Two nickel atoms in every cell of a Ni₂Si crystal are pushed off their sites in a fixed pattern, and the cell is held as it was. For small pushes the crystal answers like a spring, and one calculation gives the whole energy curve. How far can that spring be trusted, and what replaces it when it fails? Two amplitudes whose results are still covered, −0.15 and 0.1125 Å, serve as the test.

A normal mode frozen into Ni₂Si (P6₃/mmc, 6 atoms a cell, a = 3.869, c = 4.917 Å) with the cell held fixed, computed with Ansatz 0.2.0 (scalar-relativistic plane-wave DFT, PBEsol, PAW datasets made for PBE). No spin polarisation, cutoff 420 eV, 12×12×10 k mesh, Gaussian smearing of 0.15 eV. Energies are free energies less that of the undisturbed cell.

| amplitude (Å of the largest displacement) | energy change (meV a cell) | force along mode (eV/Å) |
| --- | --- | --- |
| -0.3 | 2611.5 | 23.255 |
| -0.15 | ? | ? |
| 0 | 0.0 | 0.000 |
| 0.0375 | 28.9 | -1.552 |
| 0.075 | 117.7 | -3.210 |
| 0.1125 | ? | ? |
| 0.1875 | 826.8 | -10.032 |
| 0.225 | 1264.4 | -13.443 |
| 0.2625 | 1846.4 | -17.767 |

The amplitude $u$ is the displacement of the atoms that move most. The energy change $E$ is the energy of the whole cell less that of the undisturbed cell. The force along the mode, $F=-\mathrm{d}E/\mathrm{d}u$, belongs to the pattern as a whole and not to one atom.

**What the known rows say**

The undisturbed cell is a minimum for this pattern. In every displaced row with a result, the energy is higher than at the start and the force points back to it. This concerns one pattern of motion only, so it does not prove the crystal stable against every other distortion.

A perfect spring has $E=\tfrac12 Ku^2$, so the stiffness $K=2E/u^2$ would be the same in each row. Instead it rises from 41 eV/Å² at 0.0375 Å to 58 eV/Å² at −0.3 Å. The energy at −0.3 Å is 41 % above that of a spring scaled from the smallest displacement. The crystal gets harder the further it is pushed.

**Why it hardens**

Only two of the four nickel atoms move, and silicon stays put. Symmetry then points to the nickel atoms that form straight chains along the $c$ axis, with neighbours in a chain moving in opposite directions. The displacement pattern of the run shows that they move along the chain. Each atom then comes closer to one neighbour and draws away from the other, and both distances change by $2u$.

Repulsion between atoms grows roughly exponentially as they approach. For a very small push, the squeezed contact gains about as much energy as the stretched one gives back, and only a small quadratic rest remains. For a large push the balance is lost. The squeezed contact climbs ever more steeply, while the stretched one can give back no more than the repulsion it had at the start.

To put this into a formula, let one contact of length $r$ cost an energy proportional to $e^{-r/\rho}$, where $\rho$ is the distance over which the repulsion falls by a factor $e$. Adding the shortened and the lengthened contact, and subtracting the energy at rest, gives

$$E=A\left(e^{su}+e^{-su}-2\right),\qquad s=2/\rho .$$

The sum is the same for $+u$ and $-u$, as the crystal demands: each of these nickel sites is a centre of inversion, which turns one displacement into the other. The row at −0.3 Å can therefore guide a forecast on the positive side, and the positive rows can guide one at −0.15 Å.

For small $u$ the formula becomes

$$E\approx As^2u^2\left(1+\frac{s^2u^2}{12}\right).$$

The first term is the spring, and the second is the start of the hardening. Because the force is a slope, its relative correction is $s^2u^2/6$, twice that of the energy. Forces thus betray the end of the spring regime before energies do.

**The forecasts**

The two constants were fitted to the energies of the seven known rows, which gives $A=422.1$ meV and $s=6.958$ per Å. The forces took no part in the fit. At −0.15 Å the product $su$ has the size 1.044, and the two exponentials add up to 3.192. The energy is then $422.1\times(3.192-2)\approx503$ meV.

The spring alone would give less. The amplitude is four times that of the smallest displacement, so the spring energy is sixteen times 28.9 meV, or 462 meV. The forecast lies about 9 % above this. At 0.1125 Å the same steps give 272 meV, about 5 % above the spring.

The slope of the same curve supplies the forces. The forecasts are

- at −0.15 Å: energy 503 ± 2 meV, force +7.31 ± 0.03 eV/Å;
- at 0.1125 Å: energy 272 ± 2 meV, force −5.08 ± 0.03 eV/Å.

The ranges are judgements, not statistical limits. When each known row is left out in turn, the typical error in its energy is 0.6 meV. I allow more because a metal is not truly a sum of pair repulsions. Both sizes of displacement lie inside the range already covered, so the forecasts interpolate.

A familiar alternative is a polynomial with a quadratic and a quartic term, which also has two constants. Fitted to the same energies, it forecasts 498 meV at −0.15 Å and 268 meV at 0.1125 Å. The covered rows can therefore tell the two curves apart.

The withheld rows as computed:

| amplitude (Å of the largest displacement) | energy change (meV a cell) | force along mode (eV/Å) |
| --- | --- | --- |
| -0.15 | 503.5 | 7.309 |
| 0.1125 | 272.4 | -5.086 |

**What the comparison teaches**

All four forecasts of the exponential model fall within their ranges. Its energies are too low by 0.4 meV at −0.15 Å and by 0.3 meV at 0.1125 Å, and its forces miss by less than 0.01 eV/Å. The ranges were wider than they needed to be. The spring falls short by 41 and 12 meV, which is the hardening that it leaves out.

The polynomial is about 5 meV too low in both rows. The sum of the two exponentials contains all the even powers of $u$ in a set proportion, while the polynomial stops at the fourth. To follow the steep outer rows it must make its quartic term too large and its quadratic term too small. The price is paid at moderate amplitudes, where the curve sags below the computed energies.

The exponential model has a limit too. At −0.3 Å, a row used in the fit, its force is too large by 0.07 eV/Å, or 0.3 % of the computed force. That is well above its misses in the other rows. The crystal seems to harden slightly less there than a pure exponential would, but a single row does not reveal the cause.

**How far the picture of squeezed contacts is supported**

The good fit alone does not prove that repulsion between pairs of atoms is the cause of the hardening. The stress on the cell offers a test that the fit has not seen. In the model, the two contacts push with forces $(A/\rho)\,e^{su}$ and $(A/\rho)\,e^{-su}$, where $\rho=2/s$ is 0.29 Å. Force times contact length, added up for both and divided by the cell volume, is their stress along the chain. It is expected to rise by about 39 GPa between rest and −0.3 Å. The run gives a rise of 39.5 GPa along $c$, which supports squeezed contacts as the main cause.

The run also gives a stress of 8.8 GPa across $c$, where a straight chain alone would give none. The picture is therefore not complete. Each moving atom has twelve resting neighbours within 15 % of the chain distance, and these are likely to take part. Their contacts slant to the chain and are expected to add some stress along $c$ too, so the close agreement there may be partly luck.

The shortest nickel–nickel distance at −0.3 Å is only 1.86 Å, against 2.46 Å at rest. So close together, the PAW spheres of the two atoms are likely to overlap, which may add an error to the outer rows. The cell was not allowed to relax, and relaxation would lower the energies of the outer rows. They describe atoms displaced in a rigid cell, with magnetism excluded from the start. The PBEsol functional was also used with PAW datasets made for another functional, PBE, which may shift the stiffness somewhat.

**What to do about it**

First decide which question the curve must answer. For vibrations near room temperature, a classical estimate that treats one cell as an independent oscillator gives this pattern a typical amplitude of 0.025 Å. Zero-point motion is expected to make it slightly larger. With $s$ close to 7 per Å, the relative correction to the energy is about $4u^2$, with $u$ in Å, which comes to roughly a quarter of a percent. For the energy of this one pattern, a spring is then good enough.

To obtain the spring constant from a single displaced cell, keep the step small, and smaller still if the force is used. An error below 1 % requires $u$ below about 0.05 Å when the energy is read, but below about 0.035 Å when the force is read. These bounds follow from the two corrections above.

To describe large displacements, as when an interatomic potential is fitted, do not stretch a quadratic and quartic polynomial over the whole range and then read the spring constant from it. Here that gives $2\times19.86\approx39.7$ eV/Å², while the smallest displacement gives 41.1 eV/Å². Take the stiffness from the small steps, and let a form with steep repulsion carry the large ones.

Numerical output:

```
fit of energy_change on 7 rows: coefficient of exp(s*amplitude) + exp(-s*amplitude) - 2 422.1 +/- 0.054, s 6.958; rms 0.38, worst -0.3 0.657, leave-one-out rms 0.645
  rows outside the fit (model, value, miss): -0.15 503.1, 503.5, -0.386; 0.1125 272.1, 272.4, -0.268
fit of energy_change on 7 rows: coefficient of amplitude**2 19857 +/- 90, coefficient of amplitude**4 101521 +/- 1183; rms 2.37, worst 0.2625 3.87, leave-one-out rms 6.79
  rows outside the fit (model, value, miss): -0.15 498.2, 503.5, -5.33; 0.1125 267.6, 272.4, -4.83
Spring energy and pair-model force:
     row  spring energy meV  computed less spring meV  pair-model force eV/A  computed force eV/A  force miss eV/A
    -0.3               1850                     761.9                  23.32                23.25           0.0669
   -0.15              462.4                      41.1                  7.306                7.309        -0.002591
     0.0                  0                         0                      0                    0                0
  0.0375               28.9                         0                  -1.55               -1.552         0.001802
   0.075              115.6                       2.1                 -3.207                -3.21         0.003453
  0.1125              260.1                      12.3                 -5.082               -5.086         0.003534
  0.1875              722.5                     104.3                 -10.03               -10.03         0.001336
   0.225               1040                       224                 -13.44               -13.44         0.001226
  0.2625               1416                     430.3                 -17.77               -17.77        -0.006317
Stiffness 2E/u2 at 0.0375 A, eV/A2: 41.1
Stiffness 2E/u2 at -0.3 A, eV/A2: 58.03
Computed energy above the spring at -0.3 A, percent: 41.19
Pair forecast above the spring at -0.15 A, percent: 8.805
Pair forecast above the spring at 0.1125 A, percent: 4.626
Largest force miss of the pair model on known rows, eV/A: 0.0669
Largest force miss of the quartic on known rows, eV/A: 0.3768
Repulsion length if contacts change by 2u, A: 0.2874
Repulsion length if contacts change by at most u, A: 0.1437
Shortest Ni-Ni contact at -0.3 A if the motion is along c, A: 1.858
Classical thermal amplitude of this mode at 300 K, A: 0.02515
```
